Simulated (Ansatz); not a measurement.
## Ionic part of the dielectric constant of BN at 2 GPa, mode by mode

All numbers below come from Ansatz, DFT LDA, scalar-relativistic, plane waves, PAW. Plane waves to 420 eV; Γ-centred k mesh 12×12×12; fixed occupations. No spin polarisation. Phonons by linear response, acoustic sum rule imposed.

The structure is cubic, space group F-43m (No. 216). The conventional cell has a = 3.575 Å, b = 3.575 Å, c = 3.575 Å, α = 90.00°, β = 90.00°, γ = 90.00°. B (site symmetry -43m) is surrounded by 4 N at 1.55 Å. N (site symmetry -43m) has 4 B at 1.55 Å as nearest neighbours.

The primitive cell has V = 11.42 Å³ and ε∞,zz = 4.561. Each polar mode adds Δε = (4.92064×10⁷/V)·S/ν² along z, with S its oscillator strength in e²/amu, ν in cm⁻¹ and V in Å³.

Question: From these modes, find each Δε and ε0,zz.
```tsv
ν (cm⁻¹)	S_zz (e²/amu)
1074.5	0.5767
```

Answer:
```tsv
ν (cm⁻¹)	Δε
1074.5	2.15
```

The sum is 2.152, so ε0,zz = 6.71; the run's tensor has 6.71.

Question: Where do the longitudinal modes lie for a wave vector along z?

Answer: At 1304 cm⁻¹. The Lyddane–Sachs–Teller product Π(ν_LO/ν_TO)² = 1.47 matches ε0/ε∞ = 1.47.

Even with a strongly polar lattice mode, the static dielectric response of cubic BN remains mainly electronic: the lattice adds 2.15 to an ε∞ of 4.561. The electronegativity difference between B and N gives the optical mode a substantial dipole, absent by symmetry in the corresponding mode of diamond, but the short, stiff sp³ bonds limit how far the sublattices move in a static field. The light atoms raise both the frequency and the mass-normalised oscillator strength. These effects cancel in Δε, so the small ionic term reflects bond stiffness relative to effective charge, not low mass.

The same dipole produces the macroscopic field that lifts the longitudinal mode to 1304 cm⁻¹, with the electrons partly screening that restoring force. Cubic symmetry makes the dielectric response isotropic, so the z component suffices. The Lyddane–Sachs–Teller agreement confirms internal consistency between the frequencies and dielectric constants, but is not an independent test of their accuracy. A single pressure cannot show how compression shifts the balance between bond stiffening and changes in effective charge.
